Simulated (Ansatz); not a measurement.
# Exchange couplings and ordering temperature of ferromagnetic NaMnSe2 (P3m1) under isotropic strain, PBEsol+U with U = 4 eV on Mn

Squeezing a magnetic crystal brings its atoms closer and enlarges the orbital overlaps that carry exchange, yet the ferromagnetic coupling need not grow in step, because overlaps that favour antiparallel moments grow too. Which side gains decides whether pressure or a smaller lattice raises the ordering temperature, a practical matter for magnetic layers that must stay ordered near room temperature. Here the Mn–Mn couplings of ferromagnetic NaMnSe2 are calculated with PBEsol+U for lengths scaled by −4 % to +4 % against the unstrained cell. A positive J favours parallel moments. The temperatures follow from the same couplings for classical unit spins, and no measured ordering temperature is compared here.

## Set-up

One crystal, NaMnSe2 (P3m1), in a magnetic cell of 4 atom(s), 1 counted as magnetic (Mn), from cells of the Materials Project database (relaxed there by DFT); atoms are fixed and move with the cell. Ansatz 0.2.0, plane waves with the earlier PAW datasets of its set soft_1, cutoff 420 eV, collinear spins without spin-orbit coupling, Fermi-Dirac smearing of 0.05 eV. The k mesh is 8×8×4 and the sums for the couplings run over 8×8×4. Functional: PBEsol with Dudarev U (eV) Mn 4. Every run keeps the ferromagnetic pattern of signs of the first run. The couplings are taken at constrained moments: the directions are held and the rest of the density and field relaxes in linear response. Runs that did not converge or carry a known fault are not listed.

Notes on method and selection:

- J is defined by E = -sum over ordered pairs (each pair twice) of J e_i.e_j with unit vectors e, a classical Heisenberg model without biquadratic or multi-spin terms, so J > 0 favours parallel moments and the moment's size is inside J.
- All temperatures are for classical unit spins; for spin S a quantum mean-field treatment is higher by (S+1)/S. Mean field neglects fluctuations and lies above the Tyablikov (random-phase) and Monte Carlo values.
- The ferromagnetic order is the lowest of a few collinear starts in the unstrained cell and was carried over to the strained ones, so it need not be the true ground state; spin-orbit coupling is left out.
- U values of this size are meant for oxides; on sulphides, selenides, tellurides and metals they can be too large and impose a moment that the real crystal lacks.
- The mean-field temperature is left blank where it belongs to another wavevector than in the first run.
- Ansatz's own search for a lower self-consistent state was switched off in these runs, so a run may rest in a state that is not the lowest for its pattern of moments.
- The shells shown are the strongest of the first run whose pairs agree within a shell.
- For crystals with 4f or 5f elements only couplings at constrained moments are used, since rigid ones can be several times too large.
- Runs that did not converge, have known faults or may not be shown are not listed, and runs on Ansatz's PAW sets soft_1 and soft_2 are kept to separate tables.

Columns:

- strain (%): isotropic strain (all lengths scaled alike), change of length against the unstrained cell.
- moment (μB): largest spin moment inside an atomic sphere.
- pair length (Å): mean length of the pairs that lie 4.03 Å apart in the first cell.
- gap on mesh (eV): band gap on the run's k mesh by the count of bands (negative: bands overlap, a metal).
- Tyablikov T (K): Tyablikov (random-phase) ordering temperature from the same couplings.
- J at 4.03 Å (meV): mean J of the Mn–Mn pairs of parallel moments that lie 4.03 Å apart in the first cell (6 such neighbours an atom).
- J at 8.05 Å (meV): mean J of the Mn–Mn pairs of parallel moments that lie 8.05 Å apart in the first cell (6 such neighbours an atom).
- mean-field T (K): mean-field ordering temperature, 2/(3 kB) times the largest J(q) over wavevectors and sublattice modes.

Input lines of one member:

```
magnetization:
  spin_polarized: true
kpoints:
  mp_grid: { grid: [8, 8, 4] }
  band_path:
    path:
      - [0.0, 0.0, 0.0]
      - [0.5, 0.0, 0.0]
      - [0.3333333333, 0.3333333333, 0.0]
      - [0.0, 0.0, 0.0]
      - [0.0, 0.0, 0.5]
      - [0.5, 0.0, 0.5]
      - [0.3333333333, 0.3333333333, 0.5]
    npoints: 11
hamiltonian:
  xc: pbesol
  hubbard:
    sites: [{ species: Mn, l: d, u_eff: 4.0, starting_ns: occupation_matrices }]
    projectors: ortho-atomic
  pseudopotentials: { kind: paw, azcp: { folder: soft_1 }, xc_functional: pbe }
scf:
  occupations: { method: fermi_dirac, width: 0.05 }
  lower_state_search: "off"
output:
  write_bands: true
  eigenstates:
    nscf_kmesh: { grid: [8, 8, 4] }
    top_band: c56
    exchange_couplings: { magnetic: [{ species: Mn }] }
```

Command (options for logging and memory left out): `ansatz run input.yaml`

## Results

| member | strain (%) | moment (μB) | pair length (Å) | gap on mesh (eV) | Tyablikov T (K) | J at 4.03 Å (meV) | J at 8.05 Å (meV) | mean-field T (K) |
| --- | --- | --- | --- | --- | --- | --- | --- | --- |
| −4 % | −4 | 3.88 | 3.865 | −1.68 | 308 | 7.248 | 1.510 | 443.3 |
| −2 % | −2 | ? | 3.945 | ? | ? | ? | ? | ? |
| −1 % | −1 | 4.03 | 3.986 | −1.47 | 306 | 7.240 | 1.279 | 440.6 |
| +0 % | 0 | 4.08 | 4.026 | −1.40 | 302 | 7.119 | 1.206 | 433.7 |
| +1 % | 1 | 4.12 | 4.066 | −1.34 | 297 | 6.962 | 1.136 | 424.9 |
| +2 % | 2 | 4.16 | 4.106 | −1.28 | 290 | 6.771 | 1.069 | 414.4 |
| +4 % | 4 | 4.24 | 4.187 | −1.17 | 275 | 6.312 | 0.947 | 389.6 |

Cells marked ? are withheld until the estimate has been made.

## The trend and its physics

Among the members shown, both listed couplings and both temperatures fall with expansion, but at very different rates. The coupling at 4.03 Å loses (6.771 − 6.312) / 2 = 0.230 meV per % between +2 % and +4 %, 7.240 − 7.119 = 0.121 meV per % between −1 % and 0, and only (7.248 − 7.240) / 3 = 0.003 meV per % between −4 % and −1 %. The coupling at 8.05 Å does not level off: it is 1.510 / 0.947 = 1.59 times as large at −4 % as at +4 %.

Since all lengths scale alike, bond angles are fixed and the trend comes from distances. The total spin moment of the cell stays almost exactly a whole number, as in a half-metal, where carriers of one spin direction can move through mixed Mn d and Se p states. Such carriers would favour parallel moments over long distances, and their hopping should weaken as the bonds lengthen. The flattening under compression fits a growing antiferromagnetic contribution from direct overlap of Mn d orbitals, which rises steeply at short distance. This is a possible cause, as the columns give only the net coupling. The Mn sphere moment also shrinks on compression, from 4.08 to 3.88 μB at −4 %; with the total nearly constant, this reflects stronger mixing with Se rather than a change of spin state.

For ferromagnetic order, six neighbours with coupling J add 2 × 6 × J / (3 kB) to the mean-field temperature, with kB = 0.08617 meV/K. In the unstrained cell the 4.03 Å shell gives 4 × 7.119 / 0.08617 = 330 K and the 8.05 Å shell 4 × 1.206 / 0.08617 = 56 K, together 330 + 56 = 386 K of the 433.7 K. The nearest shell therefore sets most of the temperature and of its fall on expansion.

The Tyablikov values, 308 K at −4 % and 275 K at +4 %, allow for fluctuations and are the more realistic pair. Their absolute height depends on U, and 4 eV may be too large for a selenide.

## Predicting the missing value

Plain estimates from the members shown:

- −2 %, straight-line interpolation between −4 % and −1 %: w = (−2 − (−4)) / (−1 − (−4)) = 0.667, so 7.248 + 0.667 × (7.240 − 7.248) = 7.243 meV

The straight line between −4 % and −1 % gives 7.243 meV, but it ignores the bend of the series. The slope changes from −0.003 to −0.121 meV per % across the −1 % member, so a chord over this interval lies too low. A cubic through the four nearest members, at −4, −1, 0 and +1 %, includes the bend and its change with strain. At −2 % its weights are 0.1, 2, −1.5 and 0.4:

0.1 × 7.248 + 2 × 7.240 − 1.5 × 7.119 + 0.4 × 6.962 = 7.311 meV.

The same route can be tried on the −1 % member, using −4, 0, +1 and +2 %. The weights again follow from the distances in strain, for the unstrained member 3 × 2 × 3 / (4 × 1 × 2) = 2.25:

0.05 × 7.248 + 2.25 × 7.119 − 1.8 × 6.962 + 0.5 × 6.771 = 7.234 meV,

which is 0.006 meV below the calculated 7.240 meV. A parabola through −4, −1 and 0 % gives 7.248 / 6 + 4 × 7.240 / 3 − 7.119 / 2 = 7.302 meV at −2 %, 0.009 meV below the cubic.

The moment and the band overlap change steadily from −4 % to +1 %, with no sign of a switch to another electronic state, so no further shift is applied. The miss in the trial and the difference between parabola and cubic both suggest an error of about 0.01 meV. It would be larger if the run at −2 % had settled in a different self-consistent state.

**Committed estimate, −2 %: J at 4.03 Å = 7.31 ± 0.01 meV.**

## How the estimate fared

| member | strain (%) | moment (μB) | pair length (Å) | gap on mesh (eV) | Tyablikov T (K) | J at 4.03 Å (meV) | J at 8.05 Å (meV) | mean-field T (K) |
| --- | --- | --- | --- | --- | --- | --- | --- | --- |
| −2 % | −2 | 3.99 | 3.945 | −1.53 | 309 | 7.306 | 1.354 | 444.8 |

| member | estimate | J at 4.03 Å (meV) | computed | estimate − computed | miss in error bars |
| --- | --- | --- | --- | --- | --- |
| −2 % | committed | 7.310 | 7.306 | +0.004 | 0.4 |
| −2 % | interpolation | 7.243 | 7.306 | −0.063 |  |

The estimate of 7.31 meV lies 0.004 meV above the computed 7.306 meV, inside its error bar of 0.01 meV. Straight-line interpolation falls 0.063 meV short. The argument from the bend of the series held, but the cubic has no proven advantage over the parabola, whose 7.302 meV is just as close.

The steady fall with expansion described for the members shown earlier does not extend to the full series. From −4 % to −2 % the coupling at 4.03 Å rises by 7.306 − 7.248 = 0.058 meV, and both temperatures rise slightly with it, while the coupling at 8.05 Å keeps falling. The rise is small, and no denser k mesh is compared here. The mesh used was too coarse to give a spin stiffness, so the exact place of the maximum, and even the turn itself, remain open.

A competition between ferromagnetic and antiferromagnetic contributions could produce such a turn, but the columns do not separate the two. Direct overlap of Mn d orbitals, proposed above as the antiferromagnetic part, was a poor choice: the Mn atoms are never closer than 3.865 Å, too far apart for it to count much. Paths through the Se atoms are more plausible, though untested here.

The shrinking sphere moment does not settle the cause either. Divided by its square, the near coupling falls from 7.248 / 3.88² = 0.481 at −4 % to 7.306 / 3.99² = 0.459 meV/μB² at −2 %, and the turn disappears. The total moment of the cell hardly changes, however, and dividing by its square leaves the turn in place.

## Members off the line

None of the seven members stands apart from a smooth curve. The −4 % member lies well below a straight line drawn through the 0 and +4 % members, 7.119 + 4 × (7.119 − 6.312) / 4 = 7.93 meV against 7.248 meV, but the members between them bend steadily towards it. This is curvature of the whole series, with no sign of a different magnetic state at −4 %.

## Rules of thumb and their limits

Between −4 % and +4 %, expansion weakens the ferromagnetism of this model more than compression strengthens it. From 0 to +4 % the Tyablikov temperature falls by (302 − 275) / 4 = 6.8 K per % of length, whereas the highest value among the compressed members is only 309 − 302 = 7 K above the unstrained one. In the two tests made here, at −1 % and −2 %, cubic interpolation that keeps the curvature came within 0.01 meV of the computed near coupling.

These slopes belong to one k mesh and to uniform scaling with fixed fractional positions. Under real pressure the layers and the gaps between them would shrink by different amounts.

Within mean field, the classical treatment of the spins matters more than the strain. For spin 2, that of a formal high-spin Mn³⁺ ion, the quantum mean-field factor is (2 + 1) / 2 = 1.5. It would raise the unstrained mean-field value by 0.5 × 433.7 = 217 K, against a spread of 444.8 − 389.6 = 55.2 K over the series.

A further limit lies in the Heisenberg model itself, on which every temperature here rests. Its couplings describe small turns away from ferromagnetic order. In a pattern of stripes within the layer, four of the six nearest neighbours are reversed, which by these couplings costs 2 × 4 × 7.119 = 57 meV per Mn in the unstrained cell. All pairs outside the two listed shells together hold 1.5 × 0.08617 × 433.7 − 6 × (7.119 + 1.206) = 6.1 meV, and reversing them all would raise the cost only to 57 + 2 × 6.1 = 69 meV. The total energies of the two patterns lie clearly further apart than that, by more than the change of the couplings over the whole strain series can explain. One set of couplings therefore does not describe both small and large turns, and near the ordering temperature the turns are large. The Tyablikov values are the more realistic pair only within this model. Neither their height nor their change with strain is tested for strongly disordered moments.

The choice of ferromagnetic order also rests on little: the "few collinear starts" were two, the ferromagnetic pattern and these stripes, both in the unstrained cell. Layers with opposite moments were not compared by total energy. The couplings do favour the ferromagnetic pattern in every member, but this speaks only for small turns.

[Logs are printed without paths, hosts, clocks, repeated set-up lines and the standing remarks that a program may print on its own settings, such as how far it seeks lower states.]
